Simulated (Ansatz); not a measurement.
# Pressure, energy and gap of a 169-atom amorphous Si cell under even compression and stretching, PBE

An amorphous Si film in a solar cell or a thin-film transistor is held by its substrate, and a battery electrode of the same material swells and shrinks in use. How much stress a given change of volume causes, and whether the gap between filled and empty levels changes with it, therefore matters for cracking and for electrical behaviour. The problem is to find how pressure, energy and gap follow the volume in one hydrogen-free model cell, calculated with PBE. Volume changes and energies are counted from the relaxed cell, and positive pressure means compression. The pressure at +6 % is to be estimated from the other rows.

## Set-up

One cell of 169 atoms, Si in reduced formula. Start: 169 atoms (169 Si) placed at random at 2.26 g/cm³, melted at 2500 K for 20 ps at fixed volume with the modified Tersoff potential (Kumagai, Izumi, Hara and Sakai, Comput. Mater. Sci. 39, 457 (2007)). Quenched from 2500 K to 300 K at 20 K/ps and fixed volume, held 5 ps. The density is a measured one. Cell and atoms were then relaxed in DFT. From that cell the volume was scaled evenly and the atoms were relaxed again at each fixed cell. Ansatz 0.2.0: Kohn-Sham DFT with PBE, PAW potentials, plane waves to 420 eV, k-points Γ alone, no spin polarisation, no spin-orbit coupling. Occupations: Gaussian smearing of 0.025 eV. The cutoff and the k-mesh are held, so the number of plane waves changes with the volume. In the run that the rows count from, the cell has a density of 2.25 g/cm³, a pressure of 0.0 GPa and a spacing of 0.11 eV between highest filled and lowest empty level, and its k-points sample 15 Å along the shortest periodic direction.

Notes on method and selection:

- The gap is read on the run's k-points alone; rows whose frontier levels are partly filled show none.
- Semilocal functionals tend to put gaps under measured ones.
- In disordered cells the gap varies from sample to sample, and tail or defect states can set it.
- Cells made by classical potentials are single samples, quenched or equilibrated over picoseconds, then relaxed in DFT to a nearby minimum.
- In a glass, relaxing at another volume can switch bonds, so the points needn't lie on one elastic curve.
- All values are for 0 K, without vibrations.
- Where atoms are relaxed at each volume, a cell can fall into another minimum, and loose force tolerances leave some of the strain unrelaxed.
- Series whose pressures fit the equation of state badly weren't written up.
- Runs that did not converge, have known faults or may not be shown are not listed, and runs on Ansatz's PAW sets soft_1 and soft_2 are kept to separate tables.

Columns:

- volume change (%): change of the cell's volume from the relaxed cell, all three axes scaled alike.
- volume (Å³/atom): volume per atom.
- pressure (GPa): pressure, a third of the trace of the stress, positive under compression, without a kinetic term.
- energy (meV/atom): free energy per atom less that of the relaxed cell.
- gap (eV): Kohn-Sham gap: lowest empty less highest filled level over the k-points of the run.

Input lines of one member:

```
kpoints:
  mp_grid: { grid: [1, 1, 1] }
hamiltonian:
  xc: pbe
scf:
  occupations: { method: gaussian, width: 0.025 }
relax:
  f_tol: 0.05
  max_steps: 70
```

Command (options for logging and memory left out): `ansatz run input.yaml --threads 4 --backend cpu`

## Results

| member | volume change (%) | volume (Å³/atom) | pressure (GPa) | energy (meV/atom) | gap (eV) |
| --- | --- | --- | --- | --- | --- |
| −10 % | −10 | 18.6184 | 8.305 | 51.566 | 0.117 |
| −6 % | −6 | 19.4459 | 4.775 | 17.769 | 0.137 |
| −3 % | −3 | 20.0665 | 2.262 | 4.271 | 0.121 |
| relaxed cell | 0 | 20.6871 | 0.004 | 0.000 | 0.110 |
| +3 % | 3 | 21.3077 | −1.932 | 3.793 | 0.096 |
| +6 % | 6 | 21.9283 | ? | ? | ? |

Cells marked ? are withheld until the estimate has been made.

Least-squares fits to the members shown, with x = volume change (%); R² and errors in the fitted variable (y, or ln y where the fit is in ln y):

| y | members | fit | R² | rms residual | leave-one-out rms | the same for the mean of the others |
| --- | --- | --- | --- | --- | --- | --- |
| pressure (GPa) | 5 | y = 0.04907 − 0.7055 x + 0.01221 x² | 1.00 | 0.035 | 0.16 | 4.5 |
| energy (meV/atom) | 5 | y = −0.5021 − 0.02776 x + 0.5160 x² | 1.00 | 0.34 | 1.6 | 24 |

## Mechanism

The pressure falls steadily as the volume grows, from 8.305 GPa at −10 % to −1.932 GPa at +3 %. Between −3 % and +3 % the mean slope gives a bulk modulus of (2.262 + 1.932) / 0.06 = 69.9 GPa.

The cell is stiffer when compressed. From 0 to +3 % the pressure changes by 1.936 / 3 = 0.645 GPa per percent, from −3 % to 0 by 2.258 / 3 = 0.753, and from −6 % to −3 % by 2.513 / 3 = 0.838. This is the usual anharmonicity of bonds: repulsion steepens as atoms approach, while the restoring force weakens as they separate. Between −10 % and −6 % the slope is 3.530 / 4 = 0.883, so the stiffening levels off. Local rearrangement is a possible cause, since single atoms moved unusually far in the most compressed cell.

The energy rises on both sides of the relaxed cell, by 4.271 meV/atom at −3 % and 3.793 at +3 %, the same asymmetry seen in the pressure. It also agrees with the work of compression. From −6 % to −10 % the mean pressure of (8.305 + 4.775) / 2 = 6.54 GPa acts over 0.8275 Å³/atom, and with 1 GPa·Å³ = 6.24 meV this gives 6.54 × 0.8275 × 6.24 = 33.8 meV/atom, against a tabulated rise of 51.566 − 17.769 = 33.8. Any rearrangement has thus left no large mismatch between the two columns.

The gap varies little and not in one direction: it grows from 0.096 eV at +3 % to 0.137 eV at −6 %, then drops to 0.117 eV at −10 %. So small a spacing probably belongs to tail or defect states, whose response depends on the particular atoms that carry them. It is not a measure of how the main band edges of amorphous Si move with pressure.

## A prediction

Plain estimates from the members shown:

- +6 %, fit at x = 6: −3.744 GPa (an extrapolation)

The printed quadratic fit gives −3.744 GPa at +6 %, but its curvature, 0.01221, is lowered by the −10 % row, where the stiffening has levelled off. The three rows around zero give (2.262 − 1.932 − 2 × 0.004) / 18 = 0.01789. A curve that lets the curvature change is the better choice.

The cubic through the four rows from −6 % to +3 %, with pressure in GPa and x in percent, has the constant 0.004 and the same x² coefficient, 0.01789. Its x³ coefficient is the third difference of the pressures over 6 × 27 = 162, the 27 being the cube of the 3 % step: (−1.932 − 3 × 0.004 + 3 × 2.262 − 4.775) / 162 = 0.000414, and its x coefficient is (−1.932 − 2.262) / 6 − 9 × 0.000414 = −0.7027. Tried on the −10 % row, which it has not used, it gives 0.004 + 0.7027 × 10 + 0.01789 × 100 − 0.000414 × 1000 = 8.406 GPa against 8.305, a miss of 0.10 GPa. At +6 % the same cubic gives 4 × (−1.932) − 6 × 0.004 + 4 × 2.262 − 4.775 = −3.479 GPa.

Two effects pull in opposite directions. Bonds can switch when a glass is relaxed at another volume, and such rearrangement would relieve tension and make the pressure less negative. If, on the other hand, the cubic term reflects only the slowing of the stiffening under compression, the parabola through the three middle rows applies, and it gives 3 × (−1.932) − 3 × 0.004 + 2.262 = −3.546 GPa. The first effect has no known size, and the second would shift the value by only 3.546 − 3.479 = 0.067 GPa, so the cubic value stands. The miss at −10 %, a row with probable rearrangement of its own, serves as the error bar.

**Committed estimate, +6 %: pressure = −3.48 ± 0.10 GPa.**

## Result

| member | volume change (%) | volume (Å³/atom) | pressure (GPa) | energy (meV/atom) | gap (eV) |
| --- | --- | --- | --- | --- | --- |
| +6 % | 6 | 21.9283 | −3.345 | 13.198 | 0.143 |

| member | estimate | pressure (GPa) | computed | estimate − computed | miss in error bars |
| --- | --- | --- | --- | --- | --- |
| +6 % | committed | −3.480 | −3.345 | −0.135 | 1.3 |
| +6 % | fit | −3.744 | −3.345 | −0.399 |  |

The computed pressure at +6 % is −3.345 GPa. The estimate of −3.48 ± 0.10 GPa was too negative by 0.135 GPa, a miss of 1.3 error bars. It was still closer than the printed quadratic fit, which missed by 0.399 GPa, and than the parabola through the three middle rows, which missed by 3.546 − 3.345 = 0.201 GPa.

Letting the curvature change along the series thus brought the estimate closer, though a single row cannot prove the form of the curve. Two things that the estimate left out have the sign of the miss. One is rearrangement: some atoms changed their number of neighbours between +3 % and +6 %, and such a switch can relieve tension. The other is the depth of the relaxation. The estimate treated all rows as equally relaxed, but the runs it was built on stopped near the force tolerance of 0.05, those at ±3 % after only a few steps, while the +6 % run ended with far smaller forces. Strain left unrelaxed tends to make a cell look stiffer, so the earlier rows may have pointed to too negative a pressure. The series does not separate the two shares, and the error bar of 0.10 GPa made no allowance for unequal relaxation. The slope from +3 % to +6 % is (3.345 − 1.932) / 3 = 0.471 GPa per percent, well below the 0.645 between 0 and +3 %. Weaker restoring forces in stretched bonds account for the direction of this change, but rearrangement and the fuller relaxation at +6 % may both add to it, so its size is not purely elastic softening.

## Outliers

Least-squares fits to the whole series, with x = volume change (%); R² and errors in the fitted variable (y, or ln y where the fit is in ln y):

| y | members | fit | R² | rms residual | leave-one-out rms | the same for the mean of the others |
| --- | --- | --- | --- | --- | --- | --- |
| pressure (GPa) | 6 | y = 0.05941 − 0.6744 x + 0.01562 x² | 1.00 | 0.079 | 0.28 | 4.8 |
| energy (meV/atom) | 6 | y = −0.6241 − 0.3948 x + 0.4758 x² | 1.00 | 0.91 | 3.2 | 21 |

Largest departures from the fit to the whole series:

| member | pressure (GPa) | fit | computed − fit | in rms residuals |
| --- | --- | --- | --- | --- |
| +3 % | −1.932 | −1.823 | −0.109 | 1.4 |
| −6 % | 4.775 | 4.668 | +0.107 | 1.3 |
| +6 % | −3.345 | −3.425 | +0.080 | 1.0 |
| −10 % | 8.305 | 8.365 | −0.060 | 0.8 |

No row lies more than 1.4 rms residuals from the quadratic fit to the whole series. The largest departures are −0.109 GPa at +3 % and +0.107 GPa at −6 %. A parabola has a slope that changes at a constant rate, whereas the computed slope changes faster on the stretched side. Since the +6 % row is both rearranged and relaxed further than the others, these departures do not show by themselves what form the elastic curve has.

The +6 % row does stand out when its energy is set against the work of stretching. From +3 % to +6 % the mean tension of (3.345 + 1.932) / 2 = 2.64 GPa acts over 0.6206 Å³/atom, which gives 2.64 × 0.6206 × 6.24 = 10.2 meV/atom. The tabulated energy rises by only 13.198 − 3.793 = 9.4 meV/atom. The shortfall of 0.8 meV/atom amounts to 0.8 × 169 = 135 meV for the cell. Between 0 and +3 % the same sum agrees to within 0.1 meV/atom. A drop into a lower nearby minimum is probably the main reason: single atoms moved unusually far at +6 %, some changed their number of neighbours, and the energy that this run gained after its forces had come under the tolerance is only a small part of the shortfall. The +3 % row may supply another part. It was relaxed less far, and any energy still left in it makes the rise to +6 % look too small. The series has no +3 % run with a tighter tolerance to show how much. The gap there, 0.143 eV, is also the largest of the series, as could happen if the rearrangement altered a tail or defect state.

## What to take away

From −10 % to +6 % the pressure of this cell falls with volume at every step, and the cell becomes softer as it expands. A quadratic in the volume change predicts a left-out row to about 0.28 GPa, against 4.8 GPa for the mean of the others. Beyond the rows, a rearrangement can spoil a smooth continuation. The cell's shape was held at each volume, and at the largest volume changes the stress is uneven between the axes, so the pressure there is an average over a stress that is not hydrostatic. The self-consistency threshold was also loose for the stress in all the scaled cells, which adds some uncertainty to their pressures. Nor were the rows relaxed equally far: the +6 % run ended with much smaller forces than the rest, so the step from +3 % to +6 % mixes the response of the cell with a difference in relaxation. A common force tolerance does not ensure equal relaxation; the forces at the end of each run have to be compared.

For small compression, the slope of 0.753 GPa per percent means that 1 GPa shrinks the volume by 1 / 0.753 = 1.3 %, or each edge by about 0.4 %. The −3 % run stopped after a few steps, near its force tolerance, so fuller relaxation would probably make the cell somewhat more compressible than this. The figure holds for even pressure, not for a film strained only in its plane.

The gap has no steady trend with volume, and its whole spread is 0.143 − 0.096 = 0.047 eV. The error of a semilocal functional in a semiconductor's band gap is larger, roughly half an eV and towards too small a gap, so these values do not serve as optical gaps.

[Logs are printed without paths, hosts, clocks, repeated set-up lines and the standing remarks that a program may print on its own settings, such as how far it seeks lower states.]
